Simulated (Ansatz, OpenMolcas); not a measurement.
# [BF4]− (tetrafluoroborate): the energy, rung by rung

The species is [BF4]− (5 atoms), meant as a singlet with charge -1. As SMILES, `F[B-](F)(F)F`. The shape is that of a PBE0-D4/def2-TZVPD optimisation.

```tsv
atom	x (Å)	y (Å)	z (Å)
F	-0.0571	-0.0402	1.4040
B	0.0000	0.0000	0.0001
F	0.9489	-0.9310	-0.4572
F	-1.2625	-0.3191	-0.5297
F	0.3707	1.2903	-0.4172
```

Each level gives the energy change with the F1–B2 bond stretched from 1.406 to 2.108 Å (eV). The values are calculated.

| level | kind | program | value (eV) | CPU time (all runs) |
| --- | --- | --- | --- | --- |
| BLYP/aug-cc-pVDZ (restricted) | GGA | OpenMolcas | 1.57 | 98 s |
| TPSS/aug-cc-pVDZ (restricted) | meta-GGA | OpenMolcas | 1.78 | 2.3 min |
| r2SCAN/aug-cc-pVDZ (restricted) | meta-GGA | Ansatz | 1.94 | 11 s |
| M06-2X/aug-cc-pVDZ (restricted) | hybrid meta-GGA | OpenMolcas | 2.23 | 2.1 min |
| r2SCAN0/aug-cc-pVDZ (restricted) | hybrid meta-GGA | Ansatz | 2.18 | 14 s |
| HSE06/aug-cc-pVDZ (restricted) | range-separated hybrid | Ansatz | 2.04 | 9.2 s |
| wB97M-V/aug-cc-pVDZ (restricted) | range-separated hybrid | Ansatz | 2.00 | 53 s |
| wB97X/aug-cc-pVDZ (restricted) | range-separated hybrid | Ansatz | 1.98 | 22 s |

The first shape isn't each level's own minimum. The values span 1.57 to 2.23 eV. CPU times are rough (shared hosts, several kinds of processor and program).

Stretching one B–F bond in tetrafluoroborate is costly at every level, as expected for a strong, polar bond between fluoride and the Lewis acid BF3. The natural dissociation is heterolytic: the electron pair stays with fluorine, so a closed-shell description remains reasonable along the stretch. The cost reflects lost σ donation into boron and weaker electrostatic attraction, partly offset as π donation from the other three fluorines strengthens.

All the hybrids lie above all the semilocal functionals, and going from r2SCAN to r2SCAN0 raises the value from 1.94 to 2.18 eV. This suggests that exact exchange stiffens the stretch, probably by limiting excessive charge delocalisation between fluoride and the boron fragment. It isn't the only factor, since BLYP and r2SCAN already differ clearly without it.

The energies describe resistance to a partial stretch, not the fluoride affinity of BF3, which also includes the remaining ion–molecule attraction and the full relaxation of BF3 to a plane.
